# Worked problem: anti-trapping current for Sn–Bi cells in a thin sample

## Statement

A dilute Sn–Bi alloy is pulled at speed $V$ through a gradient $G$ in a thin sample. The growth is treated as two-dimensional, isotropic and free of convection, and attachment kinetics are neglected. The temperature is $T=T_0+G(z-Vt)$, with $T_0$ the solidus temperature of the alloy.

Typical material inputs (Sn-rich side): $k=0.30$, $m=-2.2$ K/at.%, liquid diffusivity $D=2.0\times10^{-9}$ m²/s, solid diffusivity $D_s\lesssim10^{-13}$ m²/s (set to zero), $\Gamma=7.0\times10^{-8}$ K m.

Assumed conditions: $c_\infty=0.50$ at.% Bi, $G=10$ K/mm, $V=20$ µm/s, tip radius $R=10$ µm, tip value $U_i=-0.60$, interface width $W=0.50$ µm.

Conventions: $\phi=+1$ in the solid and $-1$ in the liquid, $c_l^0=c_\infty/k$, $\Delta T_0=|m|(1-k)c_l^0$, $l_T=\Delta T_0/G$, $d_0=\Gamma/\Delta T_0$, $\theta=(z-Vt)/l_T$. With $h=\phi$ and $q=(1-\phi)/2$ the model is

$$\frac{c}{c_l^0}=[1+(1-k)U]\,\frac{1+k-(1-k)\phi}{2},$$

$$\tau\,\partial_t\phi=W^2\nabla^2\phi+\phi-\phi^3-\lambda(1-\phi^2)^2(U+\theta),$$

$$\partial_t\frac{c}{(1-k)c_l^0}=\nabla\cdot\left(Dq\nabla U-\mathbf j\right),\qquad \mathbf j=-aW[1+(1-k)U]\,\partial_t\phi\,\frac{\nabla\phi}{|\nabla\phi|}.$$

The anti-trapping current $\mathbf j$ (Karma, 2001) is in units of $(1-k)c_l^0\times$ velocity. $U$ is the same in both phases at equilibrium and measures the chemical potential.

(a) Compute the length scales. (b) Find the $a$ that removes the jump of $U$, and show that stretching and surface diffusion vanish. (c) Derive $d_0$ and $\beta$ and give $\lambda$ and $\tau$. (d) Give the peak current at the tip. (e) Compute the jump at the tip for $a=0$ and for the value found in (b).

## Solution

### (a) Scales

$c_l^0=1.667$ at.%, $\Delta T_0=2.567$ K, $l_T=256.7$ µm, $d_0=27.3$ nm, $l_D=D/V=100$ µm. Since $Vl_T/D=2.57$, the speed lies well above the constitutional-supercooling threshold $D/l_T=7.79$ µm/s. The interface Péclet number is $\mathrm{Pe}=WV/D=0.0050$, and $W/d_0=18.33$. At the tip $A\equiv1+(1-k)U_i=0.58$, so $c_l=Ac_l^0=0.967$ at.%.

### (b) The three thin-interface effects

Let $\eta=x/W$ run along the normal into the liquid. The equilibrium profile is $\phi_0=-\tanh(\eta/\sqrt2)$, with $\phi_0'=-(1-\phi_0^2)/\sqrt2$ and $q=1/(1+e^{-\sqrt2\eta})$.

**Jump.** In the moving frame $\partial_t=-V\partial_x$. To first order in Pe, $U\simeq U_i$ on the left of the solute equation, which becomes $\tfrac12AV\partial_x\phi_0$. The current is $j=-aAV\phi_0'>0$, directed into the liquid. Integrating from the solid, where no flux exists,

$$qU'=-\mathrm{Pe}\,A\left[\frac{1-\phi_0}{2}+a\phi_0'\right]\quad\Rightarrow\quad U'=-\mathrm{Pe}\,A\left[1-\sqrt2\,a(1+\phi_0)\right].$$

In the liquid $U'\to-\mathrm{Pe}A$, which is the Stefan condition for any $a$. In the solid the bracket tends to $1-2\sqrt2a$. The frozen solid inherits the interface value, which changes over the cell length and not over $W$, so this slope must vanish:

$$a=\frac{1}{2\sqrt2}=0.3536 .$$

The bracket is then $(1-\phi_0)/2=q$, and

$$U=U_s-\mathrm{Pe}\,A\,P(\eta),\qquad P=\frac{1}{\sqrt2}\ln\left(1+e^{\sqrt2\eta}\right).$$

$P\to0$ in the solid and $P\to\eta$ in the liquid with no additive constant. The two outer solutions therefore extrapolate to one value $U_i=U_s$ at $\eta=0$: the jump is zero. The slope $(1-\phi_0)/2$ is also that of the symmetric model ($q=1$, $a=0$, $h=\phi$), multiplied by $A$.

**Stretching and surface diffusion.** Integrate solute conservation across a curved interface of curvature $\kappa$, arc length $s$ and normal speed $V_n$. An excess of solute relative to a sharp step at $\eta=0$ adds a term $\propto\kappa V_nW\int[\phi_0+\operatorname{sgn}\eta]\,d\eta$ to the Stefan condition. An excess of diffusivity adds $DW\,\partial_s^2U\int[q-\Theta(\eta)]\,d\eta$, with $\Theta$ the unit step. Both integrands are odd in $\eta$. Explicitly, $\int_{-\infty}^0q\,d\eta=\int_0^\infty(1-q)\,d\eta=\ln2/\sqrt2=0.490$, so both terms vanish. The current $\mathbf j$ is normal to the interface and adds no tangential flux. It is needed because the odd choices of $h$ and $q-\tfrac12$ leave no freedom to remove the jump.

### (c) Interface condition and parameters

Take $\kappa>0$ for solid bulging into liquid. The correction $\phi_1$ obeys

$$\phi_1''+(1-3\phi_0^2)\phi_1=-\left(\frac{\tau V_n}{W}+W\kappa\right)\phi_0'+\lambda(1-\phi_0^2)^2(U+\theta).$$

The right side must be orthogonal to the translation mode $\phi_0'$. The integrals are

$$I=\int\phi_0'^2d\eta=\frac{2\sqrt2}{3},\quad J=\int_{-1}^{1}(1-\phi^2)^2d\phi=\frac{16}{15},\quad M=\int_{-1}^{1}(1-\phi^2)^2P\,d\phi=\frac{94\sqrt2}{225},$$

where $P=-\ln[(1+\phi)/2]/\sqrt2$. The variation of $\theta$ across the interface is odd in $\eta$ and drops out. The result is

$$U_i=-\theta-d_0\kappa-\beta V_n,\qquad d_0=a_1\frac{W}{\lambda},\qquad \beta=a_1\left[\frac{\tau}{\lambda W}-a_2\frac{W}{D}\,[1+(1-k)U_i]\right],$$

with $a_1=I/J=5\sqrt2/8=0.8839$ and $a_2=M/I=47/75=0.6267$. These are the Karma–Rappel constants of the symmetric model. The Karma–Rappel $\beta$ is recovered exactly where $U_i=0$; elsewhere its second term carries the factor $A$.

Numbers:

$$\lambda=a_1W/d_0=16.20,\qquad \tau_0=a_2\lambda W^2/D=1.269\ \text{ms}.$$

Vanishing $\beta$ requires $\tau=\tau_0A$, which is $0.736$ ms at the tip. The choice $\tau=\tau_0[1-(1-k)\theta]$ achieves this along the whole cell, up to $(1-k)d_0/R=0.0019$ in the bracket.

If $\tau=\tau_0$ were kept constant, then at the tip

$$\beta=a_1a_2\frac{W}{D}(1-A)=58\ \text{s/m},\qquad \Delta T_0\,\beta V=3.0\ \text{mK}.$$

The capillary undercooling is $\Gamma/R=7.0$ mK, so this spurious kinetic term would be 43 % of it.

### (d) Peak current

With $a=1/(2\sqrt2)$, $j=AV(1-\phi_0^2)/4=AVq(1-q)$. The rejected flux is $(1-k)c_l^0AV=13.5$ at.% µm/s. At $\phi=0$ the current peaks at a quarter of it, $3.38$ at.% µm/s. The total flux there is $AVq$, half of the rejected flux, so diffusion and $\mathbf j$ carry equal shares at the centre of the interface.

### (e) Size of the jump

For $a=0$ the first-order slope $-\mathrm{Pe}A$ never decays in the solid, so the advective term has to be kept. Treat the tip as a planar steady front with $\phi=\phi_0$. Put $w=1+(1-k)U$, with $w_s$ its value deep in the solid. Then $(c-c_s)/[(1-k)c_l^0]=wq+k(U-U_s)$, and flux balance gives a linear equation,

$$w'=-\mathrm{Pe}\left[(1-k)\,p\,w+\frac{k\,(w-w_s)}{q}\right],$$

with $p=1$ for $a=0$ and $p=q$ for $a=1/(2\sqrt2)$. In the liquid $w=kw_s+(1-k)w_sB\,e^{-\mathrm{Pe}\,\eta}$. Extrapolating to $\eta=0$, where $w=A$,

$$k_{\rm eff}=\frac{k}{k+(1-k)B},\qquad \Delta U=U_l-U_s=\frac{A\,(B-1)}{k+(1-k)B}.$$

Let $\sigma=e^{-\sqrt2\eta}$, so $1/q=1+\sigma$, and $\nu=\mathrm{Pe}/\sqrt2=3.536\times10^{-3}$, $k\nu=1.061\times10^{-3}$.

**Without the current.** The integrating factor is $\mu=\sigma^{-\nu}e^{-k\nu\sigma}$, and $[(w-kw_s)\mu]'=\mathrm{Pe}\,k(1-k)w_s\,\sigma\mu$. With $d\eta=-d\sigma/(\sqrt2\sigma)$,

$$B_0=k\nu\int_0^\infty\sigma^{-\nu}e^{-k\nu\sigma}d\sigma=\Gamma_E(1-\nu)\,(k\nu)^\nu\simeq1+\nu\left[\gamma_E+\ln(k\nu)\right],$$

where $\Gamma_E$ is Euler's gamma function and $\gamma_E$ Euler's constant. The logarithm arises because the gradient persists until solute freezes in at $q\approx k\nu$, a depth $|\ln k\nu|/\sqrt2=4.8$ widths into the solid. There $q$ is still well above $D_s/D\lesssim5\times10^{-5}$, which supports $D_s=0$. The numbers are $B_0=0.978$, $k_{\rm eff}=0.305$ (1.6 % above $k$) and $\Delta U=-0.013$. On the liquidus scale this is $\Delta T_0|\Delta U|=33$ mK, or 4.7 times $\Gamma/R$.

**With the current.** Now $\mu=\sigma^{-\nu}(1+\sigma)^{(1-k)\nu}e^{-k\nu\sigma}$, and the source factor $\sigma$ becomes $(1+\sigma)-1/(1+\sigma)=\sigma(2+\sigma)/(1+\sigma)$:

$$B_1=k\nu\int_0^\infty\sigma^{-\nu}(1+\sigma)^{(1-k)\nu-1}(2+\sigma)\,e^{-k\nu\sigma}d\sigma .$$

Split $(2+\sigma)/(1+\sigma)=1+1/(1+\sigma)$. To first order in $\nu$ the two parts give $1+k\nu[\gamma_E+\ln k\nu]$ and $-k\nu[\gamma_E+\ln k\nu]$, so the first-order jump cancels, as found in (b). Evaluating the integral gives $B_1-1=3.3\times10^{-5}$, hence $\Delta U=+1.9\times10^{-5}$, equivalent to $0.05$ mK.

**Neglected term.** The profile was held at $\phi_0$. Its distortion is of relative order $\lambda\,\mathrm{Pe}A=0.047$. This limits the 33 mK to about two figures. It can also add a jump of order $\lambda(\mathrm{Pe}A)^2=1.4\times10^{-4}$, or $0.35$ mK, which exceeds the $0.05$ mK above. The supportable statement is that the residual jump is of the order of a few tenths of a mK or less.

### Results

| Quantity at the tip | $a=0$ | $a=1/(2\sqrt2)$ |
|---|---|---|
| $k_{\rm eff}$ | 0.305 | 0.300 |
| $\Delta T_0\lvert\Delta U\rvert$ | 33 mK | a few tenths of a mK or less |

These are the model's numbers for the typical and assumed inputs, and they describe artefacts of the width $W=0.50$ µm, not trapping in the alloy. With $a=0.3536$, $\lambda=16.20$ and $\tau=1.269\ \text{ms}\times[1-0.70\,\theta]$, the jump falls from several times the capillary undercooling of 7.0 mK to a few per cent of it, and the interface obeys $U_i=-\theta-d_0\kappa$ with $d_0=27.3$ nm.